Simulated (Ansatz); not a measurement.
Level of theory: DFT PBE, scalar-relativistic, plane waves, PAW in Ansatz 0.2.0. Settings: cutoff 420 eV, Γ-centred meshes spaced at most about 0.3 Å⁻¹, and about 0.25 Å⁻¹ or finer for metals (2π included), Gaussian smearing. No spin polarisation in the final relaxations.

Temperature and zero-point effects are left out.

Compare these two cells of SiTe₃, each relaxed at this level.

A.

```xyz
8
Lattice="8.2892 0.0000 0.0000 -4.1446 7.1787 0.0000 0.0000 0.0000 3.8733" Properties=species:S:1:pos:R:3 pbc="T T T"
Si    4.1446    2.3929    0.9683
Si    0.0000    4.7858    2.9050
Te    2.3545    1.3594    2.9050
Te    5.9347    1.3594    2.9050
Te    4.1446    4.4599    2.9050
Te    1.7901    5.8193    0.9683
Te   -1.7901    5.8193    0.9683
Te    0.0000    2.7187    0.9683
```

B.

```xyz
8
Lattice="5.9750 0.0000 0.0000 0.0000 5.9750 0.0000 0.0000 0.0000 5.9750" Properties=species:S:1:pos:R:3 pbc="T T T"
Si    0.0000    0.0000    0.0000
Si    2.9875    2.9875    2.9875
Te    1.4938    0.0000    2.9875
Te    2.9875    4.4813    0.0000
Te    4.4813    0.0000    2.9875
Te    2.9875    1.4938    0.0000
Te    0.0000    2.9875    4.4813
Te    0.0000    2.9875    1.4938
```

Question: Which would you expect to be lower, and how large is the difference?

Answer: A is lower, by 0.35 eV/atom. A has space group P6_3/mmc (No. 194), 28.8 Å³/atom and no gap on its mesh; B has the A15 type, space group Pm-3n (No. 223), 26.7 Å³/atom and no gap. Counting Te atoms around Si (those within 1.25 times the shortest such distance or 1.15 times the sum of covalent radii, 1.27 where that leaves under three; the shortest distance is added where it exceeds 1.18 times the sum of covalent radii), A has Si 6 and B has Si 12 from 3.3 Å. B holds Te–Te chains (shortest 2.99 Å); in A the shortest Te–Te distance is 3.34 Å, near bonding range too. The lower one is the more open, so pressure narrows the difference. Even the lower one lies +0.26 eV/atom against the reference forms of the elements (uncorrected), so neither is stable at this level. Both come from invented guesses. A third cell relaxed alike, in Im-3m, lies 45 meV/atom below the lower of the two.

Spin–orbit coupling, which can matter for Te, is left out. A magnetic state wasn't ruled out in cells without spin, among them Pm-3n. Cells relaxed within their symmetry can be saddle points.

The preference for A most likely comes from silicon's need for short, directional bonds to tellurium. In A, each Si sits in a trigonal prism of Te, with contacts stretched well past a normal Si–Te single bond but still able to contribute some bonding. In B, the twelve neighbours begin only at 3.3 Å, too far for appreciable covalent overlap, so the denser packing and the closer Te–Te contacts don't make up for the loss. Neither cell offers the tetrahedral surroundings that silicon usually adopts in tellurides, which fits their positive energies against the elements.

The missing gaps also make chemical sense. With silicon counted as tetravalent, there are too few electrons to make every Te a closed-shell telluride, so some Te–Te bonding is expected. The evenly spaced chains in B can't localise it into distinct pairs, which probably leaves Te p bands partly filled. The energy difference alone doesn't separate the Si–Te contribution from the Te–Te one.
